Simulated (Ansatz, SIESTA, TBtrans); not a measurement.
# Transmission through one to six layers of Pt or Rh in Ag(111), calculated with PBE and a DZP basis

A metal multilayer, such as a magnetoresistive sensor or a contact stack, contains films only a few atoms thick, and its resistance depends on what each film does to the current. The problem is to find how the transmission through a Pt or Rh film in Ag(111) changes as layers are added, and to estimate the value for three layers of Pt. The quantity is the transmission at the Fermi level per cell, averaged over the mesh across the current, in units of G₀. It is measured against the 0.81 channels that the silver lead offers per spin and cell, which a junction without any reflection would transmit in full. The junctions are unrelaxed model structures, calculated without spin polarisation or spin-orbit coupling.

## Method

Junctions as built from tabulated lattice constants or chain spacings, not relaxed, films on the host's sites in the plane. SIESTA 5.4.2 with TBtrans: numerical atomic orbitals (energy shift 0.01 Ry), norm-conserving pseudopotentials (PseudoDojo), mesh cutoff 300 Ry, electronic temperature 300 K, broadening 0.0001 eV. Pt in Ag(111) (PBE, DZP): periodic cell with leads added afterwards, 0.81 lead channels a spin and cell, cell area 7.46 angstrom^2, 18x18 mesh across, plane spacings 2.4 angstrom in the leads, 2.25 angstrom at the interfaces, 2.1 angstrom inside the film; Rh in Ag(111) (PBE, DZP): periodic cell with leads added afterwards, 0.81 lead channels a spin and cell, cell area 7.46 angstrom^2, 18x18 mesh across, plane spacings 2.4 angstrom in the leads, 2.14 angstrom at the interfaces, 1.88 angstrom inside the film.

Notes on method and selection:

- Spin-orbit coupling is left out.
- Short atomic orbitals describe vacuum tails badly.
- Runs without spin polarisation may miss moments on d elements or radicals.
- Transmission resolved by wavevector across the current was computed and is not shown.
- The junctions are hypothetical model structures, built for this series.
- Runs whose transmission exceeds the number of channels of the lead are not listed.
- Runs that did not converge, have known faults or may not be shown are not listed, and runs on Ansatz's PAW sets soft_1 and soft_2 are kept to separate tables.

Columns:

- layers: atomic layers in the film.
- T at Fermi level (G₀): transmission at the Fermi level per cell, mean of the spins and of the mesh across the current, the zero-temperature conductance in G0 = 2e^2/h.
- share of perfect: T over the lead's channel count.
- RA (1e-15 Ω m²): resistance times area of the junction, area / (T G0), contact resistance included.

Input lines of one member:

```
NumberOfAtoms 15
XC.Functional GGA
XC.Authors PBE
PAO.BasisSize DZP
PAO.EnergyShift 0.01 Ry
PAO.SplitNorm 0.15
Mesh.Cutoff 300 Ry
ElectronicTemperature 300 K
Spin non-polarized
TS.Contours.Eq.Pole 2.5 eV
SolutionMethod diagon
```

Command (options for logging and memory left out): `siesta DEV.fdf`

## Table of results

| member | layers | T at Fermi level (G₀), Pt in Ag(111) (PBE, DZP) | T at Fermi level (G₀), Rh in Ag(111) (PBE, DZP) | share of perfect, Pt in Ag(111) (PBE, DZP) | share of perfect, Rh in Ag(111) (PBE, DZP) | RA (1e-15 Ω m²), Pt in Ag(111) (PBE, DZP) | RA (1e-15 Ω m²), Rh in Ag(111) (PBE, DZP) |
| --- | --- | --- | --- | --- | --- | --- | --- |
| 1 | 1 | 0.5872 | 0.6665 | 0.729 | 0.828 | 1.64 | 1.44 |
| 2 | 2 | 0.4743 | 0.5314 | 0.589 | 0.660 | 2.03 | 1.81 |
| 3 | 3 | ? | ? | ? | ? | ? | ? |
| 4 | 4 | 0.6004 | 0.5280 | 0.745 | 0.656 | 1.60 | 1.82 |
| 5 | 5 | 0.5367 | 0.4735 | 0.666 | 0.588 | 1.79 | 2.03 |
| 6 | 6 | 0.4922 | 0.6348 | 0.611 | 0.788 | 1.96 | 1.52 |

Cells marked ? are withheld until the estimate has been made.

## What drives the series

If every added layer contributed its own resistance, RA would rise with each step. It does not. For Pt it falls from 2.03 at two layers to 1.60 at four, then climbs to 1.96 at six (all in 10⁻¹⁵ Ω m²). For Rh the lowest value, 1.44, belongs to one layer and the highest, 2.03, to five, after which it drops to 1.52.

This is what ballistic transport leads one to expect. The calculation contains no impurities or vibrations, so an electron inside the film is not scattered. It is reflected at the two interfaces, where the s-p states of silver meet film states with much d character at the Fermi level. Much of RA is not due to the film at all: a perfectly transmitting junction would have 1.64 × 0.729 = 1.20, so one layer of Pt adds only 1.64 − 1.20 = 0.44.

Waves reflected at the two interfaces interfere. For one channel and two equal interfaces of reflection R, the transmission is (1 − R)² / (1 + R² − 2R cos θ), where θ is the phase gathered in a round trip through the film. For a state that propagates in the film, each added layer shifts θ by a fixed amount, so the transmission rises and falls instead of decaying. A channel that finds no such state in the film does decay with thickness. The average over many channels with different phases weakens the swing. The thermopower, which follows the energy slope of the transmission, changes sign with thickness for both metals, as it should if interference maxima move through the Fermi level.

The two metals do not swing together. Rh transmits more than Pt at one, two and six layers, and less at four and five. Their means over these five thicknesses, roughly 0.57 for Rh and 0.54 for Pt, differ by less than either series scatters. The Rh film also has closer planes, 1.88 against 2.1 Å, which alters the phase per layer along with the chemistry.

## An estimate before looking

Plain estimates from the members shown:

- 3 (Pt in Ag(111) (PBE, DZP)), straight-line interpolation between 2 and 4: w = (3 − 2) / (4 − 2) = 0.500, so 0.4743 + 0.500 × (0.6004 − 0.4743) = 0.5373 G₀

The straight line between two and four layers gives 0.5373 G₀, but interpolation assumes a smooth change from layer to layer, which interference does not provide. Tried on shown Pt films, it gives 0.4743 + 2 × (0.5367 − 0.4743) / 3 = 0.5159 for four layers from those with two and five, against the calculated 0.6004, and 0.5872 + (0.6004 − 0.5872) / 3 = 0.5916 for two layers from those with one and four, against 0.4743.

The mean of the shown Pt films assumes only that the unknown phase puts the third layer somewhere within the same swing:

(0.5872 + 0.4743 + 0.6004 + 0.5367 + 0.4922) / 5 = 0.538 G₀.

Tried in the same way, the mean of the other four films gives (0.5872 + 0.4743 + 0.5367 + 0.4922) / 4 = 0.5226 for four layers and (0.5872 + 0.6004 + 0.5367 + 0.4922) / 4 = 0.5541 for two. It misses by 0.6004 − 0.5226 = 0.0778 and 0.5541 − 0.4743 = 0.0798, somewhat less than the line's 0.6004 − 0.5159 = 0.0845 and 0.5916 − 0.4743 = 0.1173. The mean is therefore the route taken.

A repeat every three layers is conceivable, since one and four layers of Pt lie close together. It would place three layers near the 0.4922 of six. However, two and five layers differ by 0.0624, and two pairs are too few to establish a period, so no shift is made for it.

The sample standard deviation of these five values about their mean is roughly 0.056. With the uncertainty of the mean itself included, the error is 0.056 × √(1 + 1/5) = 0.061 G₀.

**Committed estimate, 3 (Pt in Ag(111) (PBE, DZP)): T at Fermi level = 0.54 ± 0.06 G₀.**

## How the estimate fared

| member | junction | layers | T at Fermi level (G₀) | share of perfect | RA (1e-15 Ω m²) |
| --- | --- | --- | --- | --- | --- |
| 3 | Pt in Ag(111) (PBE, DZP) | 3 | 0.4671 | 0.580 | 2.06 |
| 3 | Rh in Ag(111) (PBE, DZP) | 3 | 0.6611 | 0.821 | 1.46 |

| member | estimate | T at Fermi level (G₀) | computed | estimate − computed | miss in error bars |
| --- | --- | --- | --- | --- | --- |
| 3 (Pt in Ag(111) (PBE, DZP)) | committed | 0.5400 | 0.4671 | +0.0729 | 1.2 |
| 3 (Pt in Ag(111) (PBE, DZP)) | interpolation | 0.5373 | 0.4671 | +0.0702 |  |

The estimate of 0.54 ± 0.06 G₀ was too high by 0.073, which is 1.2 error bars and so outside the stated range. Straight-line interpolation missed by 0.070, practically the same, so preferring the mean brought no gain.

The expectation that transmission would not change smoothly with thickness held. Three layers have the lowest value of the Pt series, and the fourth layer raises it by 0.6004 − 0.4671 = 0.1333 G₀, the largest step between neighbouring Pt films. Resistances that add layer by layer cannot produce such a rise; interference between the two interfaces can, though changes in the film's own electronic states with thickness may contribute. The sign changes of the thermopower do not decide between the two, since film states that shift with thickness can cause them as well.

The repeat every three layers, which was set aside, would have come closer: six layers have 0.4922, only 0.0251 above the result. The three Pt pairs now differ by 0.0132, 0.0624 and 0.0251. For Rh, however, one and four layers differ by 0.1385. The repeat is therefore no rule for both metals.

Even for Pt it need not belong to the film. I left out of the reasoning before the estimate that the silver in the periodic cell is trimmed to keep the stacking intact, so its thickness also repeats with every three layers added to the film. If the leads, which are added afterwards, do not join the cell perfectly, reflection there can give the transmission the same period. The Rh cells go through the same cycle without a clear repeat, so the silver alone does not fix the result. To separate the two, the Pt films would have to be calculated with different amounts of silver around the same film.

## Departures from the trend

No film stands far outside the scatter of its own series. The largest departures from the six-film means are four layers of Pt, roughly 0.07 G₀ above a mean of about 0.53, and five layers of Rh, roughly 0.11 G₀ below a mean of about 0.58, each about 1.3 standard deviations. Interference can give either sign and may account for both, but the values shown do not separate it from changes in the film's own states, from reflection where the leads join the cell, or from the error of the 18x18 mesh, which is the same for every film. A magnetic moment cannot be the reason, because the non-polarised runs contain none. If a Rh film did carry one, its true transmission could differ from the value listed.

## Summary

From one to six layers, neither metal shows a resistance that grows steadily with thickness. The films scatter about the mean of their series with a standard deviation of roughly 0.06 G₀ for Pt and 0.08 G₀ for Rh. How much of this comes from the mesh across the current or from the join between cell and leads is not tested here.

For a contact 100 nm square, whose area is 10 in units of 10⁻¹⁵ m², three layers of Pt give 2.06 / 10 = 0.206 Ω and three of Rh 1.46 / 10 = 0.146 Ω, contact resistance included.

Two omitted effects may matter as much as the thickness itself. In a real film the thickness varies from place to place, which lowers the maxima and raises the minima: equal areas of three and four Pt layers, conducting side by side, would give (0.4671 + 0.6004) / 2 = 0.534 G₀, close to the mean. Spin-orbit coupling shifts Pt d states by roughly some tenths of an eV and could move the maxima to other thicknesses, with either sign for a given film.

[Logs are printed without paths, hosts, clocks, repeated set-up lines and the standing remarks that a program may print on its own settings, such as how far it seeks lower states.]
